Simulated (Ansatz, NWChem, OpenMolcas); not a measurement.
A small benchmark: dipole moment

6 molecules of light elements (H to F); the dipole moment in D, computed less measured. Shapes, held fixed at every level: PBE0-D4/def2-TZVP. No vibrational averaging. Dipoles are compared by magnitude; molecules under 1 D, whose direction can flip, are left out. Programs: Ansatz 0.2.0, NWChem 7.3.0, OpenMolcas 26.06. A level may come from different programs for different species; with the same settings they agree closely. Measured values: NIST CCCBDB.

Levels: A = HF/aug-cc-pVDZ; B = r2SCAN-D4/def2-TZVPP; C = PBE0/aug-cc-pVDZ; D = wB97M-V/def2-TZVPP.

```tsv
molecule	measured	A	B	C	D
C2H2O (ethenone)	1.42	+0.35	-0.01	+0.07	-0.02
CH2F2 (difluoromethane)	1.97	+0.21	-0.17	-0.07	-0.11
C2H2F2 (vinylidene fluoride)	1.38	+0.12	-0.34	-0.14	-0.24
CH5N (SMILES CN)	1.31	+0.07	-0.03	-0.01	0.00
C2H5F (SMILES CCF)	1.96	+0.16	-0.13	-0.04	-0.09
C2H5N (N-methylmethanimine)	1.53	+0.21	-0.10	-0.01	-0.02
```

(1) Sum up the errors.

Answers

(1) 
| level | kind | mean error | mean absolute error | worst case |
| --- | --- | --- | --- | --- |
| HF/aug-cc-pVDZ | Hartree–Fock | +0.187 | 0.187 | C2H2O |
| r2SCAN-D4/def2-TZVPP | meta-GGA | -0.130 | 0.130 | C2H2F2 |
| PBE0/aug-cc-pVDZ | global hybrid | -0.033 | 0.057 | C2H2F2 |
| wB97M-V/def2-TZVPP | range-separated hybrid | -0.080 | 0.080 | C2H2F2 |

On this set PBE0/aug-cc-pVDZ has the smallest mean absolute error and HF/aug-cc-pVDZ the largest. Without C2H2O the largest would be that of r2SCAN-D4/def2-TZVPP. HF/aug-cc-pVDZ is too high in 6 of 6; r2SCAN-D4/def2-TZVPP is too low in 6 of 6; PBE0/aug-cc-pVDZ is too low in 5 of 6; wB97M-V/def2-TZVPP is too low in 5 of 6. The levels differ in basis as well as in method. The smallest two are near a tie. The set is small.

Hartree–Fock exaggerates the polarity of all six molecules, most strongly in ethenone. This is the familiar consequence of neglecting electron correlation, which normally moves some charge back from the electronegative atoms, especially in polar π bonds such as C=O. The density functionals err mainly the other way, and for each of them the three fluorides have the most negative errors. Vinylidene fluoride is the extreme case, at -0.34 D with r2SCAN and -0.14 D with PBE0. There, donation from the fluorine lone pairs into the π system opposes the σ polarization of the C–F bonds, so the net moment depends on a delicate balance, and the functionals probably let too much charge flow back from fluorine. The two amine and imine molecules are much less demanding for PBE0 and wB97M-V. PBE0's small mean signed error owes something to cancellation between ethenone and the fluorides, so it should not be read as uniform accuracy across bond types. Good total moments also do not establish that the underlying charge distribution is right, since opposing bond contributions can hide local errors.
